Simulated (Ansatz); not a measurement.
## BO: pressure against volume per atom

Equation of state of a cubic crystal from periodic Kohn-Sham density functional theory without spin; pressure corrected for the finite basis. The results are calculated, by Ansatz 0.2.0 development build.

Cell of the first row (space group Fm-3m, No. 225):
```
BO
1.0
      0.0000     1.8915     1.8915
      1.8915     0.0000     1.8915
      1.8915     1.8915     0.0000
B O
1 1
Direct
  0.00000 0.00000 0.00000
  0.50000 0.50000 0.50000
```

Settings of every row: formula BO; structure type rock salt; functional r2SCAN; spin treatment none; k mesh 15x15x15; occupation method fermi-dirac; occupation width 0.1 eV; wave cutoff 500 eV; datasets soft-1 PAW; density cutoff ratio 4.

Limits: a cubic model structure, not a phase known at ambient conditions.

```
row  volume per atom (Å³)  pressure (GPa)  energy above lowest point (meV/atom)
  1                 6.767          16.398                                 24.68
  2                 6.988             8.8                                  7.45
  3                 7.208               ?                                     ?
  4                 7.429          -3.611                                  1.09
  5                  7.65          -8.649                                  9.61
```

Question: what pressure should row 3 give?

Worked fit of pressure. Take u = (V_r/V)^(2/3) − 1 with V_r = 7.2085 Å³ an atom, which is twice the finite (Eulerian) strain; such expansions in the strain, on which the Birch-Murnaghan equation of state is built, carry the rest volume and the bulk modulus. The shown rows have u = 0.04304, 0.02093, -0.01989, -0.03885. Least squares give pressure = 2.1725 + 303.239 × u + 634.55 × u² GPa; a straight line predicts inner rows, each left out in turn, worse (root mean square 0.62 against 0.0074 GPa). The rows lie off it by -0.001, 0.003, -0.003, 0.002. The pressure vanishes at u = -0.0073, or V = 7.288 Å³ an atom, and there the bulk modulus at fixed shape and fractions is B = −V dP/dV = (2/3)(1 + u) dP/du = 195 GPa. The withheld row has u = 5e-05, so the fit gives 2.1725 + 303.239 × (5e-05) + 634.55 × (5e-05)² = 2.188 GPa.

The calculation gave 2.169 GPa. The fit lies 0.019 GPa (0.076 % of the column's range) above it; its largest miss of a shown row is 0.003 GPa.

The other values of row 3: energy above lowest point 0 meV/atom.
